## What does it cost to ionise silanediol?

Silanediol, SiH₂(OH)₂, carries two OH groups on one silicon atom. Removing an electron without letting the nuclei move costs the vertical ionisation energy, the energy of the ion minus that of the neutral molecule. The oxygen lone pairs are the obvious source of the electron, but the Si–H bonds may contribute as well: in two tight-binding calculations, GFN1-xTB and GFN2-xTB, the two hydrogens on silicon take up more than half of the added positive charge. Hartree–Fock and MP2 disagree strongly about the cost, so where between or beyond them should the coupled-cluster methods CCSD and CCSD(T) fall?

Vertical ionisation energies of silanediol, SiH₂(OH)₂, calculated with Ansatz 0.2.0 at the levels listed. The neutral molecule (charge 0, singlet) and the ion (charge +1, doublet) share the same PBE-D4/def2-TZVP geometry. The GFN1-xTB and GFN2-xTB charges mentioned in the text were calculated with tblite 0.8.0.

| result level | result ionisation energy (eV) |
| --- | --- |
| HF/def2-TZVP | 10.793 |
| HF/def2-TZVPP | 10.795 |
| PBE-D4/def2-TZVP | 10.805 |
| r2SCAN-D4/def2-TZVP | 11.020 |
| B97M-V/def2-TZVP | 11.141 |
| PBE0-D4/def2-TZVP | 11.302 |
| BHLYP-D4/def2-TZVP | 11.698 |
| B2PLYP/def2-TZVP | 11.527 |
| PBE-QIDH/def2-TZVP | 12.088 |
| MP2/def2-TZVPP | 12.542 |
| CCSD/def2-TZVPP | ? |
| CCSD(T)/def2-TZVPP | ? |

### What each method leaves out

Hartree–Fock lets the remaining electrons relax around the hole, but each electron feels only the average field of the others. It therefore omits correlation, the energy gained when electrons avoid one another in detail. The neutral molecule has one electron more, and with it an additional pair to correlate, so it usually gains more than the ion. Leaving this out makes the ionisation energy too low.

MP2 supplies the correlation in second order and raises the result by 1.75 eV in the same basis. That step can be too long. MP2 takes its orbitals from Hartree–Fock and does not readjust them once correlation is present, which can matter most for the ion, where correlation may change how the hole is shared among the oxygens and the Si–H bonds. Coupled cluster includes this readjustment and higher-order correlation, and both can stabilise the ion further.

The density functionals have a different difficulty. A semilocal functional such as PBE lets an electron partly repel itself, and this error favours a hole that is spread out. The ion then comes out too stable and the ionisation energy too low. Exact exchange reduces the error: going from PBE to PBE0 raises the value by 0.50 eV.

Hartree–Fock has full exact exchange and yet lies almost exactly at the PBE value. Hartree–Fock is expected to be too low because correlation is absent, PBE largely because of self-interaction. Their agreement therefore does not make either number more credible.

### A forecast from the MP2 step

The argument suggests that coupled cluster keeps a part of the MP2 step. Let $I_{\mathrm{HF}}$ and $I_{\mathrm{MP2}}$ be the two ionisation energies in the def2-TZVPP basis, and $s$ the share of the step that survives:

$$I = I_{\mathrm{HF}} + s\,(I_{\mathrm{MP2}} - I_{\mathrm{HF}}).$$

With $s=0$ the formula returns Hartree–Fock and with $s=1$ MP2, so those two rows cannot test it. The choice $s=0.60$ is a judgement: more than half, because most of the added correlation is real, but clearly less than one, because MP2 probably overshoots. BHLYP, B2PLYP and PBE-QIDH, the functionals with half or more exact exchange, point the same way: they lie between 11.53 and 12.09 eV, well below MP2. For both coupled-cluster methods the chosen share gives

$$I = 10.795 + 0.60 \times 1.747 = 11.84\ \text{eV}.$$

Letting $s$ run from 0.45 to 0.75 gives a range of 11.58 to 12.11 eV for each, a judged error bar and not a statistical one. CCSD and CCSD(T) should differ by less than 0.15 eV. The sign of that difference is left open, because the triple excitations added by CCSD(T) stabilise both the neutral molecule and the ion, and either may gain more.

### The computed values

The withheld rows as computed:

| result level | result ionisation energy (eV) |
| --- | --- |
| CCSD/def2-TZVPP | 11.909 |
| CCSD(T)/def2-TZVPP | 11.844 |

Both values fall within the range. CCSD gives 11.91 eV, 0.07 eV above the forecast, and so keeps slightly more of the MP2 step than assumed, 64%. CCSD(T) gives 11.84 eV and agrees with the forecast to the digits quoted. With an error bar of about a quarter of an electronvolt, such close agreement is a coincidence and no measure of the rule's precision.

The triples lower the ionisation energy by 0.07 eV, within the forecast limit. Since this energy is a difference between ion and neutral, they must stabilise the ion more than the neutral molecule. A possible reason is that they make up for a poor Hartree–Fock description of the hole, though the total energies alone do not establish this.

Measured against CCSD(T), Hartree–Fock is 1.05 eV too low and MP2 0.70 eV too high. The second-order step thus has the right direction but the wrong length. PBE is too low by about as much as Hartree–Fock, and PBE0 removes roughly half of that error. BHLYP, with still more exact exchange, comes closest of the functionals, 0.15 eV below CCSD(T), but one molecule is no basis for preferring it in general.

CCSD(T) serves here as a common yardstick, not as the experimental answer. Its basis is finite, and the calculations carry a warning of large single-excitation amplitudes, a sign that the Hartree–Fock starting point needs substantial correction. One possible cause is a hole that Hartree–Fock places too firmly on one oxygen; comparing the spin on the two oxygen atoms and on the SiH₂ group would test this. Impure spin is an unlikely cause, since the Hartree–Fock ion in def2-TZVP is very nearly a pure doublet. The energies do not show, however, whether every method describes the same state of the ion. The overshoot of MP2 is therefore seen here but its cause is not settled, and the share of 0.60 should not be carried over to other molecules.
